# Gordon decomposition in external fields and the hyperfine field of the Cs 6s electron

## 1. Premises and conventions

Units $\hbar=c=1$, with $\mu_0$ kept explicit. Metric $g^{\mu\nu}=\mathrm{diag}(1,-1,-1,-1)$, $\partial_\mu=(\partial_t,\nabla)$, $A^\mu=(A^0,\mathbf A)$ real. Charge $q$ ($q=-e$ for the electron), constant mass $m\neq0$.

- Clifford algebra: $\{\gamma^\mu,\gamma^\nu\}=2g^{\mu\nu}$, and $\gamma^0\gamma^{\mu\dagger}\gamma^0=\gamma^\mu$.
- $\sigma^{\mu\nu}=\frac i2[\gamma^\mu,\gamma^\nu]$, $\bar\psi=\psi^\dagger\gamma^0$.
- Minimal coupling: $D_\mu=\partial_\mu+iqA_\mu$, so $[D_\mu,D_\nu]=iqF_{\mu\nu}$ with $F_{\mu\nu}=\partial_\mu A_\nu-\partial_\nu A_\mu$, and $\overline{D_\mu\psi}=\partial_\mu\bar\psi-iqA_\mu\bar\psi$.
- Dirac equation: $(i\gamma^\nu D_\nu-m)\psi=0$.

Components use the Dirac representation: $\beta=\gamma^0=\mathrm{diag}(1,-1)$ in $2\times2$ blocks, $\boldsymbol\alpha=\gamma^0\boldsymbol\gamma$ with $\boldsymbol\sigma$ in both off-diagonal blocks, $\boldsymbol\Sigma=\mathrm{diag}(\boldsymbol\sigma,\boldsymbol\sigma)$, $\psi=(\varphi,\chi)^T$. The number current is $j^\mu=\bar\psi\gamma^\mu\psi$, the electric current $qj^\mu$.

## 2. The decomposition

A product of two gamma matrices is half the anticommutator plus half the commutator:
$$\gamma^\mu\gamma^\nu=g^{\mu\nu}-i\sigma^{\mu\nu},\qquad \gamma^\nu\gamma^\mu=g^{\mu\nu}+i\sigma^{\mu\nu}.\tag{1}$$
Take the adjoint of the Dirac equation, multiply from the right by $\gamma^0$ and use $\gamma^{\nu\dagger}\gamma^0=\gamma^0\gamma^\nu$. Solving both equations for the mass term,
$$\psi=\frac im\gamma^\nu D_\nu\psi,\qquad \bar\psi=-\frac im\overline{D_\nu\psi}\,\gamma^\nu.\tag{2}$$
Write $j^\mu=\frac12j^\mu+\frac12j^\mu$, replace $\psi$ in the first half and $\bar\psi$ in the second:
$$j^\mu=\frac{i}{2m}\left[\bar\psi\gamma^\mu\gamma^\nu D_\nu\psi-\overline{D_\nu\psi}\,\gamma^\nu\gamma^\mu\psi\right].$$
Insert (1). The $g^{\mu\nu}$ terms keep the relative minus sign. The $\sigma^{\mu\nu}$ terms both carry $\frac{i}{2m}(-i)=\frac1{2m}$ and give $\bar\psi\sigma^{\mu\nu}D_\nu\psi+\overline{D_\nu\psi}\sigma^{\mu\nu}\psi$, in which $+iqA_\nu$ and $-iqA_\nu$ cancel and the product rule leaves a total derivative. Result (Gordon 1928):
$$j^\mu=j_c^\mu+j_s^\mu,\quad j_c^\mu=\frac{i}{2m}\left[\bar\psi D^\mu\psi-\overline{D^\mu\psi}\,\psi\right],\quad j_s^\mu=\frac1{2m}\partial_\nu\left(\bar\psi\sigma^{\mu\nu}\psi\right).\tag{3}$$
Both parts are real and gauge invariant, since $\psi$ and $D^\mu\psi$ acquire the same phase. The steps go through unchanged for a transition current $\bar\psi_b\gamma^\mu\psi_a$ between two solutions in the same field. For free plane waves $\partial_\nu\to i(p_b-p_a)_\nu$, which gives $\bar u_b\gamma^\mu u_a=\frac1{2m}\bar u_b[(p_a+p_b)^\mu+i\sigma^{\mu\nu}(p_b-p_a)_\nu]u_a$.

## 3. Separate conservation

Spin part: $\partial_\mu j_s^\mu=\frac1{2m}\partial_\mu\partial_\nu(\bar\psi\sigma^{\mu\nu}\psi)=0$, a symmetric derivative contracted with an antisymmetric tensor. No field equation is needed.

Convective part: apply $i\gamma^\mu D_\mu+m$ to the Dirac equation. By (1), $-\gamma^\mu\gamma^\nu D_\mu D_\nu=-D^2+\frac i2\sigma^{\mu\nu}[D_\mu,D_\nu]=-D^2-\frac q2\sigma^{\mu\nu}F_{\mu\nu}$, so
$$D^2\psi=-\left(m^2+\tfrac q2\sigma^{\mu\nu}F_{\mu\nu}\right)\psi.\tag{4}$$
For gauge-invariant bilinears $\partial_\mu(\bar\psi X)=\overline{D_\mu\psi}X+\bar\psi D_\mu X$. The terms $\overline{D_\mu\psi}D^\mu\psi$ cancel and $\partial_\mu j_c^\mu=\frac i{2m}[\bar\psi D^2\psi-\overline{D^2\psi}\,\psi]$. Because $\gamma^0\sigma^{\mu\nu\dagger}\gamma^0=\sigma^{\mu\nu}$ and $F$ is real, (4) makes the two terms equal, and $\partial_\mu j_c^\mu=0$.

## 4. Magnetisation and polarisation

From the definition, $\sigma^{ij}=\epsilon^{ijk}\Sigma^k$ and $\sigma^{0i}=-\sigma^{i0}=i\alpha^i$. Define
$$\mathbf M=\frac q{2m}\psi^\dagger\beta\boldsymbol\Sigma\psi=\frac q{2m}\left(\varphi^\dagger\boldsymbol\sigma\varphi-\chi^\dagger\boldsymbol\sigma\chi\right),\quad \mathbf P=-\frac{iq}{2m}\psi^\dagger\beta\boldsymbol\alpha\psi=\frac qm\,\mathrm{Im}\,\varphi^\dagger\boldsymbol\sigma\chi.\tag{5}$$
For $\mu=i$, the $\nu=j$ terms give $\epsilon^{ijk}\partial_j(\bar\psi\Sigma^k\psi)$ and the $\nu=0$ term gives $\partial_t(-i\bar\psi\alpha^i\psi)$. For $\mu=0$ one has $\partial_j(i\bar\psi\alpha^j\psi)$. Hence
$$qj_s^0=-\nabla\cdot\mathbf P,\qquad q\mathbf j_s=\nabla\times\mathbf M+\partial_t\mathbf P,\tag{6}$$
the bound charge and bound current of a polarised, magnetised medium. With $iD^k=\pi^k$, $\boldsymbol\pi=-i\nabla-q\mathbf A$, and $V=qA^0$,
$$\mathbf j_c=\frac1m\mathrm{Re}\,\psi^\dagger\beta\boldsymbol\pi\psi,\qquad j_c^0=\frac{E-V}{m}\psi^\dagger\beta\psi\quad(\text{stationary state of energy }E).\tag{7}$$
For a bound state $\int j_s^0\,d^3r=0$, so $j_c^0$ carries the whole charge, $\langle(E-V)\beta\rangle=m$, although it is not a positive-definite density. In a stationary state $\partial_t\mathbf P=0$.

**The factor $g=2$.** In a stationary state with $\mathbf A=0$ the moment is $\boldsymbol\mu=\frac q2\int\mathbf r\times\mathbf j\,d^3r$. Partial integration gives $\frac12\int\mathbf r\times(\nabla\times\mathbf M)\,d^3r=\int\mathbf M\,d^3r$, and (7) gives $\frac q{2m}\langle\beta\mathbf L\rangle$ (real, as $\beta\mathbf L$ is Hermitian). With $\mathbf S=\boldsymbol\Sigma/2$,
$$\boldsymbol\mu=\frac q{2m}\langle\beta(\mathbf L+2\mathbf S)\rangle.\tag{8}$$
The weight 2 on the spin is exact in (8). The observable moment equals $\frac{q}{2m}\langle\mathbf L+2\mathbf S\rangle$ only when $\beta\to1$, that is up to terms of order $|\chi|^2/|\varphi|^2\sim v^2$. In that limit $\chi\simeq\boldsymbol\sigma\cdot\boldsymbol\pi\varphi/2m$ and $\sigma^i\sigma^j=\delta^{ij}+i\epsilon^{ijk}\sigma^k$ give $\mathbf P\simeq\frac q{2m^2}[-\frac12\nabla(\varphi^\dagger\varphi)+\mathrm{Re}\,\varphi^\dagger\boldsymbol\pi\times\boldsymbol\sigma\varphi]$. The second term is $\mathbf v\times\mathbf M$, the electric dipole density of a moving magnet.

## 5. Currents in an $s_{1/2}$ state

Take a local central $V(r)$, $\mathbf A=0$, a constant unit two-spinor $\xi$, $\mathbf s=\xi^\dagger\boldsymbol\sigma\xi$ ($|\mathbf s|=1$), and real $g,f$:
$$\varphi=\frac{g(r)}{\sqrt{4\pi}}\xi,\qquad \chi=\frac{if(r)}{\sqrt{4\pi}}\,\boldsymbol\sigma\cdot\hat{\mathbf r}\,\xi,\qquad\int(g^2+f^2)r^2dr=1.$$
The block equations $(E-V+m)\chi=\boldsymbol\sigma\cdot\mathbf p\varphi$ and $(E-V-m)\varphi=\boldsymbol\sigma\cdot\mathbf p\chi$ become
$$g'=-(E-V+m)f,\qquad f'+\frac{2f}r=(E-V-m)g.\tag{9}$$
Put $\mathbf t=\mathbf s\times\hat{\mathbf r}$.

Full current: $\mathbf j=\varphi^\dagger\boldsymbol\sigma\chi+\text{c.c.}$ and $\xi^\dagger\boldsymbol\sigma(\boldsymbol\sigma\cdot\hat{\mathbf r})\xi=\hat{\mathbf r}-i\mathbf t$ give $\mathbf j=\frac{2gf}{4\pi}\mathbf t$.

Magnetisation: $(\boldsymbol\sigma\cdot\hat{\mathbf r})\boldsymbol\sigma(\boldsymbol\sigma\cdot\hat{\mathbf r})=2\hat{\mathbf r}(\boldsymbol\sigma\cdot\hat{\mathbf r})-\boldsymbol\sigma$, so $\mathbf M=\frac q{8\pi m}[(g^2+f^2)\mathbf s-2f^2\hat{\mathbf r}(\hat{\mathbf r}\cdot\mathbf s)]$. With $\nabla\times[a(r)\mathbf s]=-a'\mathbf t$ and $\nabla\times[b(r)\hat{\mathbf r}(\hat{\mathbf r}\cdot\mathbf s)]=(b/r)\mathbf t$,
$$\mathbf j_s=\frac1{8\pi m}\left[-(g^2+f^2)'-\frac{2f^2}r\right]\mathbf t.\tag{10}$$
Convection: $\varphi^\dagger\mathbf p\varphi$ is imaginary and drops out. In $\chi^\dagger\mathbf p\chi$ the real part comes from $\partial_i\hat r_j=(\delta_{ij}-\hat r_i\hat r_j)/r$, since $(\boldsymbol\sigma\cdot\hat{\mathbf r})\sigma_i-\hat r_i=-i(\hat{\mathbf r}\times\boldsymbol\sigma)_i$; it equals $f^2\mathbf t/4\pi r$. The factor $\beta=-1$ gives
$$\mathbf j_c=\frac1{8\pi m}\left[-\frac{2f^2}r\right]\mathbf t,\tag{11}$$
the orbital current of the $l=1$ small component. Consistency: (9) yields $(g^2+f^2)'=-4mfg-4f^2/r$, so (10) plus (11) is $\frac{4mfg}{8\pi m}\mathbf t=\mathbf j$.

## 6. Field at the nucleus

A point nuclear dipole has $\mathbf A_N=\frac{\mu_0}{4\pi}\boldsymbol\mu_I\times\hat{\mathbf r}/r^2$. The first-order energy is $-q\int\mathbf j\cdot\mathbf A_N\,d^3r=-\boldsymbol\mu_I\cdot\mathbf B(0)$ with the Biot–Savart field $\mathbf B(0)=\frac{\mu_0q}{4\pi}\int\hat{\mathbf r}\times\mathbf j\,r^{-2}d^3r$. The angular average of $\hat{\mathbf r}\times\mathbf t=\mathbf s-\hat{\mathbf r}(\hat{\mathbf r}\cdot\mathbf s)$ is $\frac23\mathbf s$. The current outside a radius $r_0$ therefore produces
$$\mathbf B=\frac{2\mu_0}3\frac q{2m}\frac{I(r_0)}{4\pi}\mathbf s,\qquad I(r_0)=4m\int_{r_0}^\infty fg\,dr=\underbrace{(g^2+f^2)_{r_0}-2K}_{\nabla\times\mathbf M}\ \underbrace{-\,2K}_{\mathbf j_c},\tag{12}$$
with $K=\int_{r_0}^\infty f^2dr/r$.

*Non-relativistic limit.* $f\to0$, $I(0)=g(0)^2=4\pi|\psi(0)|^2$, and $\mathbf B=\frac{2\mu_0}3\mathbf M(0)=-\frac{2\mu_0}3\mu_B|\psi(0)|^2\mathbf s$ for the electron, $\mu_B=e\hbar/2m$ in SI. This is the Fermi contact field, produced by $\nabla\times\mathbf M$ alone.

*Extended nuclear charge.* $V(0)$ is finite, (9) gives $f\propto r$, and all three terms are finite at $r_0=0$.

*Point charge,* $V=-Z\alpha/r$. The leading terms of (9) give $g,f\propto r^{\gamma-1}$, $\gamma=\sqrt{1-(Z\alpha)^2}$, $f^2/g^2=(1-\gamma)/(1+\gamma)$. In units of $g(r_0)^2$ the boundary term is $\frac2{1+\gamma}$ and $4K\to\frac{4}{2-2\gamma}\frac{1-\gamma}{1+\gamma}=\frac2{1+\gamma}$. Each piece diverges as $r_0^{2\gamma-2}$, the divergences cancel, and $I(0)$ exists for $\gamma>\frac12$. The relativistic "contact" field is the integral $4m\int fg\,dr$ and not the density at the origin.

*Hydrogenic 1s.* With $\lambda=Z\alpha m$ and $E=\gamma m$, (9) is solved by $g,f=N\sqrt{1\pm\gamma}\,r^{\gamma-1}e^{-\lambda r}$, $2N^2=(2\lambda)^{2\gamma+1}/\Gamma(2\gamma+1)$. Then $I(0)=4mN^2Z\alpha\,\Gamma(2\gamma-1)/(2\lambda)^{2\gamma-1}=4\lambda^3/[\gamma(2\gamma-1)]$, the non-relativistic $4\lambda^3$ times Breit's factor. The weights of $g^2$ and $f^2$ are $(1\pm\gamma)/2$; (8) with $\langle\beta\Sigma_z\rangle=\int(g^2+f^2/3)r^2dr$ and $\langle\beta L_z\rangle=-\frac23\int f^2r^2dr$ gives the bound $g$ factor $\frac23(1+2\gamma)$, below 2.

## 7. Valence $s$ electron of a heavy atom

Near the nucleus the binding energy is negligible against $|V|$: set $E=m$, $V=-Z\alpha/r$. With $G=rg$, $Q=rf$, $\theta=r\,d/dr$, (9) reads $(\theta-1)G=-(2mr+Z\alpha)Q$, $(\theta+1)Q=Z\alpha G$. Let $x^2=8Z\alpha mr=8Zr/a_0$, so $\theta=\frac x2\frac d{dx}$. Elimination gives $\theta^2Q=(\gamma^2-x^2/4)Q$, Bessel's equation of order $2\gamma$. The regular solution, $J\equiv J_{2\gamma}(x)$, is
$$Q=CZ\alpha J,\qquad G=C\left(\tfrac x2J'+J\right).\tag{13}$$
At $\gamma=1$, $G=C\frac x2J_1\to Cx^2/4$, so $g_0^2\equiv4C^2(Z\alpha m)^2$ is the non-relativistic $4\pi|\psi(0)|^2$ for the same $C$. Changing variables in (12),
$$\frac{I}{g_0^2}=16\int_{x_0}^\infty\left(\tfrac x2JJ'+J^2\right)\frac{dx}{x^3},\quad\frac{2K}{g_0^2}=64(Z\alpha)^2\int_{x_0}^\infty\frac{J^2dx}{x^5},\quad\frac{(g^2+f^2)_{r_0}}{g_0^2}=\frac{16(G^2+Q^2)}{C^2x_0^4}.\tag{14}$$
For $x_0=0$, partial integration turns $\frac14x^{-2}(J^2)'$ into $\frac12x^{-3}J^2$ (boundary term $\propto x^{4\gamma-2}\to0$). The standard integral $\int_0^\infty J_\kappa^2x^{-3}dx=[4\kappa(\kappa^2-1)]^{-1}$, $\kappa>1$, at $\kappa=2\gamma$ then gives
$$I(0)=g_0^2F_r,\qquad F_r=\frac3{\gamma(4\gamma^2-1)}.\tag{15}$$

*Normalisation.* For $x\gg1$, $|V|/m=8(Z\alpha)^2/x^2$ is small and $G\simeq C\frac x2J'$ oscillates with squared amplitude $C^2x/2\pi$, independent of $\gamma$. With the local momentum $p=\sqrt{2mZ\alpha/r}=4Z\alpha m/x$ this is the WKB form $\mathcal A^2/p$, $\mathcal A^2=2C^2Z\alpha m/\pi$, which continues through the screened atom. The norm comes almost wholly from the outer region: $1=\frac12\mathcal A^2\int dr/p$. Differentiating the quantisation rule $\int p\,dr=\pi n+\text{const}$ gives $m\int dr/p=\pi/(dE/dn)$. Hence $C^2=(dE/dn)/Z\alpha$. For a neutral atom $E-m=-m\alpha^2/2\nu^2$, $\nu=n-\delta(n)$, and
$$\frac{g_0^2}{4\pi}=\frac{Z}{\pi a_0^3\nu^3}\frac{d\nu}{dn},\tag{16}$$
the Fermi–Segrè formula. For $\delta=0$, $Z=1$ it reduces to the hydrogen value $1/\pi a_0^3n^3$.

## 8. Range of validity

- Eq. (3) is exact for $m\neq0$ and minimal coupling to any real $A^\mu(x)$, of any strength or time dependence. It holds only on solutions.
- Terms outside $A^\mu$ enter (2) and add terms to (3): a scalar potential ($m\to m+S(x)$), a Pauli anomalous-moment term, or non-local exchange as in Dirac–Hartree–Fock orbitals.
- At a point charge $\bar\psi\sigma^{\mu\nu}\psi\sim r^{2\gamma-2}$ and $\mathbf j_{c},\mathbf j_s\sim r^{2\gamma-3}$ are locally integrable and surface terms vanish as $r^{2\gamma}$, so (3) and both conservation laws hold as distributions. The fields of the two parts at the nucleus diverge separately; only their sum is an observable.
- Eq. (12) is first order in $\boldsymbol\mu_I$; the term $-q\mathbf A_N\bar\psi\psi/m$ in $\mathbf j_c$ enters at second order.
- Eqs. (15) and (16) need a point nucleus, $\gamma>\frac12$, one electron in a local potential, and a window $a_0/Z\ll r\ll a_0Z^{-1/3}$ in which the unscreened solution is already semiclassical. The ratio of the two lengths is $Z^{-2/3}$.

## 9. Illustration: caesium 6s

Inputs, approximate: $Z=55$, binding energies 3.894 eV (6s) and 1.596 eV (7s), nuclear radius $R_N=6.1$ fm. Intermediate values are carried unrounded.

1. $Z\alpha=0.4014$, $\gamma=0.9159$, $F_r=1.390$.
2. $\nu=\sqrt{\mathrm{Ry}/E_b}$: $\nu_6=1.869$, $\nu_7=2.920$; $\delta_6=4.131$, $\delta_7=4.080$.
3. Assume $\delta=\delta_0+b/\nu^2$, linear in energy. The two levels fix $b=0.299$. From $n=\nu+\delta_0+b/\nu^2$, $d\nu/dn=(1-2b/\nu_6^3)^{-1}=1.101$.
4. Eq. (16): $g_0^2/4\pi=2.95\,a_0^{-3}$.
5. $\frac{2\mu_0}3\mu_Ba_0^{-3}=52.43$ T, so the non-relativistic contact field is $B_0=154.7$ T, and the point-nucleus field is $B_0F_r=215$ T, along $-\mathbf s$.

Gordon analysis: cut (14) at $r_0=R_N$, $x_0=0.225$. Fields are components along $-\mathbf s$.

| Contribution | in $g_0^2$ | field (T) |
|---|---|---|
| $\nabla\times\mathbf M$, boundary term | 2.656 | 411 |
| $\nabla\times\mathbf M$, term $-2K$ | $-0.653$ | $-101$ |
| convective, $-2K$ | $-0.653$ | $-101$ |
| sum for $r>R_N$ | 1.350 | 209 |
| current in $r<R_N$ | 0.041 | 6 |

The magnetisation current outside $R_N$ gives 310 T; the convective current of the small component removes about a third of it. The density at the nuclear surface inserted in the Fermi formula would exceed the sum by a factor 1.97.

Neglected terms. The region $r<R_N$ holds 2.9 per cent of $I(0)$. A finite charge radius also mixes $J_{-2\gamma}$ into (13) with weight $\sim(x_0^2/4)^{2\gamma}$; since $fg$ then gains a cross term $\propto r^{-2}$, $I$ changes at the same order, $(x_0^2/4)^{2\gamma-1}=0.026$. The screening parameter is $Z^{-2/3}=0.069$. Radiative terms scale as $\alpha/2\pi=0.0012$ and $Z\alpha^2=0.0029$. Exchange polarisation of the core $s$ shells, typically 10 to 20 per cent for a heavy alkali $s$ state, lies outside a local one-electron model. Two figures are supported at most: the model's hyperfine field at the nucleus is about $2.1\times10^2$ T, antiparallel to the electron spin.